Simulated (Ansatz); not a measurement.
# Vacuum decay of the tunnelling density against sample bias on Cu(100)-(3x1)-Si (PBE-D3(BJ)) and Cu(100)-c(2x2)-Au (LDA) surface alloys

States above the Fermi level face a lower barrier than states below it, so the tunnelling density should decay more slowly once the sample bias turns positive. On both alloys the step from −0.2 to +0.2 V does the opposite: κ rises slightly, and only at larger positive bias does it fall clearly. This matters wherever tip height, apparent barrier or image contrast is compared between two biases. We calculate the decay constant κ of the density between the Fermi level and the bias, without a tip, and measure it against κ₀, the free-electron value at the highest energy in the window. The Si alloy is treated with PBE-D3(BJ) and the Au alloy with LDA, so the bias dependence within each surface is the firmer result.

## How the numbers were made

Ansatz 0.2.0, plane-wave Kohn-Sham DFT with its default PAW datasets at cutoffs of 420 eV, level as listed. Slabs and stacks are built by hand and relaxed; a single point with 17 Å of vacuum, a dipole correction, Fermi-Dirac smearing of 0.05 eV and meshes of 8 to 16 points along the first in-plane vector gives the density of the states between the Fermi level and the sample bias. Its planar mean n(z) is fitted as exp(−2κz) between 3 and 5 Å above the top atom. Spin-paired, no spin-orbit coupling.

Notes on method and selection:

- A free electron at the Fermi level with no momentum along the surface decays with κ₀ = 0.5123·√Φ Å⁻¹, Φ in eV; momentum along the surface raises κ, and the slow approach of the potential to the vacuum level lowers it.
- The tip is left out (Tersoff-Hamann).
- Slabs this thin have discrete subbands, so κ depends on which of them fall in the window.
- Windows narrower than 0.1 V hold too few states on these meshes and are not listed; a blank corrugation was not computed at that height.
- Runs in which the search for lower states was switched off are not listed.
- Work functions and vacuum levels are read from the electrostatic potential (Hartree and local ionic parts), which a warning of a rough exchange-correlation potential in thin density does not concern.
- Sites and patterns name the starting structure; atoms can leave their sites in the relaxation.
- The default PAW datasets of this version of Ansatz are the set soft_2.
- Runs that did not converge, have known faults or may not be shown are not listed, and runs on Ansatz's PAW sets soft_1 and soft_2 are kept to separate tables.

Columns:

- bias (V): sample bias; negative images filled states.
- κ₀ of window top (Å⁻¹): 0.5123·√(Φ − E) for the highest energy E in the window, from the Fermi level.
- κ (Å⁻¹): decay constant κ of the window's density.
- corrugation (Å): corrugation at constant current, set to the mean density at the first listed height.

## Computed values

| member | surface | bias (V) | κ₀ of window top (Å⁻¹) | κ (Å⁻¹) | corrugation (Å) |
| --- | --- | --- | --- | --- | --- |
| −1.5 V | Cu(100)-(3x1)-Si surface alloy (PBE-D3(BJ), Φ 4.63 eV, 2.5 Å) | −1.5 | 1.102 | 1.206 | 0.336 |
| −0.7 V | Cu(100)-(3x1)-Si surface alloy (PBE-D3(BJ), Φ 4.63 eV, 2.5 Å) | −0.7 | 1.102 | 1.174 | 0.369 |
| −0.2 V | Cu(100)-(3x1)-Si surface alloy (PBE-D3(BJ), Φ 4.63 eV, 2.5 Å) | −0.2 | 1.102 | 1.173 | 0.423 |
| +0.2 V | Cu(100)-(3x1)-Si surface alloy (PBE-D3(BJ), Φ 4.63 eV, 2.5 Å) | 0.2 | 1.078 | 1.181 | 0.404 |
| +0.7 V | Cu(100)-(3x1)-Si surface alloy (PBE-D3(BJ), Φ 4.63 eV, 2.5 Å) | 0.7 | 1.016 | 1.120 | 0.332 |
| +1.5 V | Cu(100)-(3x1)-Si surface alloy (PBE-D3(BJ), Φ 4.63 eV, 2.5 Å) | 1.5 | 0.906 | 1.051 | 0.316 |
| −1.5 V | Cu(100)-c(2x2)-Au surface alloy (LDA, Φ 5.29 eV, 3 Å) | −1.5 | 1.178 | 1.274 | 0.139 |
| −0.7 V | Cu(100)-c(2x2)-Au surface alloy (LDA, Φ 5.29 eV, 3 Å) | −0.7 | 1.178 | 1.235 | 0.140 |
| −0.2 V | Cu(100)-c(2x2)-Au surface alloy (LDA, Φ 5.29 eV, 3 Å) | −0.2 | 1.178 | 1.217 | 0.130 |
| +0.2 V | Cu(100)-c(2x2)-Au surface alloy (LDA, Φ 5.29 eV, 3 Å) | 0.2 | 1.155 | 1.231 | 0.095 |
| +0.7 V | Cu(100)-c(2x2)-Au surface alloy (LDA, Φ 5.29 eV, 3 Å) | 0.7 | 1.097 | 1.192 | 0.148 |
| +1.5 V | Cu(100)-c(2x2)-Au surface alloy (LDA, Φ 5.29 eV, 3 Å) | 1.5 | 0.997 | 1.117 | 0.161 |

## Interpretation

Beyond +0.2 V, a larger positive bias slows the decay. From +0.2 to +1.5 V, κ falls by 1.181 − 1.051 = 0.130 Å⁻¹ on the Si alloy and by 1.231 − 1.117 = 0.114 Å⁻¹ on the Au alloy. These are mean slopes of 0.130 / 1.3 = 0.10 and 0.114 / 1.3 = 0.088 Å⁻¹ per volt. Negative bias acts more weakly and in the other direction: from −0.2 to −1.5 V, κ rises by 1.206 − 1.173 = 0.033 Å⁻¹ on the Si alloy and by 1.274 − 1.217 = 0.057 Å⁻¹ on the Au alloy.

The free-electron picture accounts for the asymmetry by which states reach far into the vacuum. At positive bias the top of the window moves up, and the new states are the slowest to decay. At negative bias the top stays at the Fermi level, and the added states lie deeper and decay faster. For equal density at the surface, two states whose decay constants differ by Δκ differ in weight by exp(2Δκ·z) at height z. On the Si alloy at +1.5 V, κ₀ differs by 1.102 − 0.906 = 0.196 Å⁻¹ between the bottom and the top of the window, so at 4 Å the top outweighs the bottom by exp(2 × 0.196 × 4) = 4.8. At −1.5 V the bottom has κ₀ = 0.5123 × √(4.63 + 1.5) = 1.268 Å⁻¹, which is 1.268 − 1.102 = 0.166 Å⁻¹ above the value at the Fermi level, and its states count for only exp(−2 × 0.166 × 4) = 0.27 of those at the Fermi level.

The fall of κ at positive bias is smaller than that of κ₀, which drops by 1.078 − 0.906 = 0.172 Å⁻¹ (Si) and 1.155 − 0.997 = 0.158 Å⁻¹ (Au) from +0.2 to +1.5 V, as expected while the lower states remain in the window.

In every row κ lies above κ₀, by at least 1.217 − 1.178 = 0.039 Å⁻¹ (Au, −0.2 V) and at most 1.051 − 0.906 = 0.145 Å⁻¹ (Si, +1.5 V). The depth of the window cannot explain this at low bias: on the Si alloy at −0.2 V even the bottom of the window has κ₀ = 0.5123 × √(4.63 + 0.2) = 1.126 Å⁻¹, below the calculated 1.173 Å⁻¹. Momentum along the surface, k, has the right sign, since κ² = κ₀² + k².

## Outliers

The +0.2 V windows depart most clearly from the expected order. Compared with −0.2 V, κ₀ falls by 1.102 − 1.078 = 0.024 Å⁻¹ (Si) and 1.178 − 1.155 = 0.023 Å⁻¹ (Au), yet κ rises by 0.008 and 0.014 Å⁻¹. The likeliest reason is the small number of states in so narrow a window on a thin slab with discrete subbands. If those just above the Fermi level carry more momentum along the surface, κ goes up. Measured from the window top, an effective k = √(κ² − κ₀²) growing from √(1.173² − 1.102²) = 0.40 to √(1.181² − 1.078²) = 0.48 Å⁻¹ on the Si alloy, or from √(1.217² − 1.178²) = 0.31 to √(1.231² − 1.155²) = 0.43 Å⁻¹ on the Au alloy, would be enough. We therefore do not read the small rise as a property of real surfaces.

The same window gives the Au alloy its smallest listed corrugation, 0.095 Å, against 0.130 Å at −0.2 V and 0.148 Å at +0.7 V. Sparse sampling is again the first suspect, and the final band energies of this single point were not confirmed, which adds doubt about which states the window holds.

## Questions the table answers

**How much does the density drop per ångström on the Si alloy at −0.2 V and at +1.5 V?**
The factor is exp(2κ) for a retreat of 1 Å. At −0.2 V it is exp(2 × 1.173) = 10.4, and at +1.5 V it is exp(2 × 1.051) = 8.2. The familiar factor of ten per ångström thus overstates the drop at the higher bias.

**Can the work function be recovered from κ with the free-electron formula?**
Inverting it gives Φ = (κ / 0.5123)². At −0.2 V the Si alloy yields (1.173 / 0.5123)² = 5.24 eV, which is 5.24 − 4.63 = 0.61 eV above its calculated work function. The Au alloy yields (1.217 / 0.5123)² = 5.64 eV, which is 5.64 − 5.29 = 0.35 eV too high. At +1.5 V the results are (1.051 / 0.5123)² = 4.21 eV and (1.117 / 0.5123)² = 4.75 eV, now too low by 4.63 − 4.21 = 0.42 eV and 5.29 − 4.75 = 0.54 eV. Such an apparent barrier depends on bias and should not be reported as a work function.

**Does a height calibration made at −0.7 V carry over to +0.7 V?**
κ changes by 1.174 − 1.120 = 0.054 Å⁻¹ on the Si alloy and by 1.235 − 1.192 = 0.043 Å⁻¹ on the Au alloy. Over a retreat of 2 Å the density ratios differ by exp(2 × 0.054 × 2) = 1.24 and exp(2 × 0.043 × 2) = 1.19. The calibration is off by about 20 % in current, or roughly 0.1 Å in height.

## Conclusions and limits

Between +0.2 and +1.5 V the decay slows on both alloys by more than it quickens between −0.2 and −1.5 V. Differences of about 0.01 Å⁻¹ between narrow windows carry no weight.

PBE and LDA lack the long image tail of the potential, which would lower κ. The missing tip field would lower the mean barrier at negative bias and raise it at positive bias, so a real junction should show less contrast between polarities. Both single points also carry a warning of a rough exchange-correlation potential in the region of the fit, which makes the absolute κ less certain.

We do not rank the two alloys. LDA usually gives higher work functions than PBE, which raises κ, so part of the difference of 1.217 − 1.173 = 0.044 Å⁻¹ at −0.2 V may come from the functional and not from the surface. PBE and RPBE runs of the Au alloy exist but are not listed.
